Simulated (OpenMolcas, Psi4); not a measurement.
C2HBF2 (SMILES C#CB(F)F): methods side by side

C2HBF2 has 6 atoms, charge 0, and is taken as a singlet. As SMILES, `C#CB(F)F`. Geometry: relaxed at PBE0-D4/def2-TZVP.

Each level gives the dipole moment (D). The values are calculated.

| level | kind | program | value (D) | CPU time |
| --- | --- | --- | --- | --- |
| HF/def2-SVPD | Hartree–Fock | OpenMolcas | 2.25 | 15 s |
| PBE/def2-SVPD | GGA | Psi4 | 1.91 | 18 s |
| revPBE/def2-SVPD | GGA | Psi4 | 1.89 | 13 s |
| M06-L/def2-SVPD | meta-GGA | OpenMolcas | 1.88 | 45 s |
| TPSS/def2-SVPD | meta-GGA | Psi4 | 1.93 | 30 s |
| B3LYP/def2-SVPD | global hybrid | OpenMolcas | 2.02 | 36 s |
| M06-2X/def2-SVPD | hybrid meta-GGA | OpenMolcas | 2.02 | 42 s |
| PBE0/def2-SVPD | global hybrid | OpenMolcas | 2.03 | 38 s |

The values span 1.88 to 2.25 D. Magnitudes only. Times are those of the runs behind each value, whatever else they computed, on shared processors of several kinds: orders of magnitude only.

All the methods describe ethynyldifluoroborane as a clearly polar molecule. The values fall into three groups: the semilocal functionals give 1.88 to 1.93 D, the hybrids 2.02 to 2.03 D, and Hartree–Fock stands apart at 2.25 D. The polarity comes mainly from the strongly polarised B–F σ bonds, with fluorine at the negative end and the ethynyl hydrogen at the positive end. Donation from the fluorine lone pairs into the formally empty boron p orbital opposes this charge separation, whereas π donation from the alkyne to boron reinforces it. Hartree–Fock probably gives the largest moment because, without correlation, it makes the B–F bonds too ionic.

Exact exchange raises the moment relative to the semilocal functionals, but its fraction alone does not set the value: M06-2X contains much more of it than B3LYP or PBE0, yet lies level with them. The close agreement among the hybrids therefore suggests a consistent overall charge distribution, but a total dipole cannot separate the σ polarisation from the two competing π contributions.
